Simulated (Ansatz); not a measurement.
## A series in volume scale on ScCu

Results calculated with Ansatz 0.2.0, not measured. Periodic Kohn-Sham DFT of a crystal at fixed atoms, scaled to volume_scale times the given cell; pressure positive in compression, energy less spherical unpolarised free atoms, largest_vzz the field gradient of largest size among the nuclei.

The cell before it is scaled or strained (space group Pm-3m, No. 221):
```
ScCu
1.0
      3.2560     0.0000     0.0000
      0.0000     3.2560     0.0000
      0.0000     0.0000     3.2560
Sc Cu
1 1
Direct
  0.50000 0.50000 0.50000
  0.00000 0.00000 0.00000
```

Settings of every row: method frozen-core PAW; functional LDA; relativity scalar; k mesh 11x11x11; filling fermi-dirac; smearing width 0.05 eV; wave cutoff 420 eV; paw set soft_2.

Atom start moment: 0 on all atoms.

Limits: PAW files made with PBE.

| row | volume scale | V (Å³/atom) | pressure (GPa) |
| --- | --- | --- | --- |
| 1 | 0.94 | 16.224 | -2.302 |
| 2 | 0.96 | 16.569 | ? |
| 3 | 0.98 | 16.914 | -6.035 |
| 4 | 0.99 | 17.087 | -6.843 |
| 5 | 1 | 17.259 | -7.606 |
| 6 | 1.01 | 17.432 | -8.327 |
| 7 | 1.02 | 17.604 | -9.008 |
| 8 | 1.04 | 17.95 | -10.257 |
| 9 | 1.06 | 18.295 | -11.369 |

Question: what pressure should row 2 give?

Worked fit of pressure. Take u = (V_r/V)^(2/3) − 1 with V_r = 17.346 Å³ an atom, which is twice the finite (Eulerian) strain; such expansions in the strain, on which the Birch-Murnaghan equation of state is built, carry the rest volume and the bulk modulus. The shown rows have u = 0.04559, 0.01696, 0.01008, 0.00336, -0.00329, -0.00979, -0.02256, -0.03489. Least squares give pressure = −7.9742 + 108.652 × u + 334.33 × u² + 251 × u³ GPa; a parabola predicts inner rows, each left out in turn, worse (root mean square 0.0041 against 0.0021 GPa). The rows lie off it by 0.000, -0.001, 0.002, -0.001, 0.001, -0.002, 0.001, 0.000. The withheld row has u = 0.03102, so the fit gives −7.9742 + 108.652 × (0.03102) + 334.33 × (0.03102)² + 251 × (0.03102)³ = -4.275 GPa.

The calculation gave -4.274 GPa. The fit lies 0.001 GPa (0.011 % of the column's range) below it, one unit of the last digit.
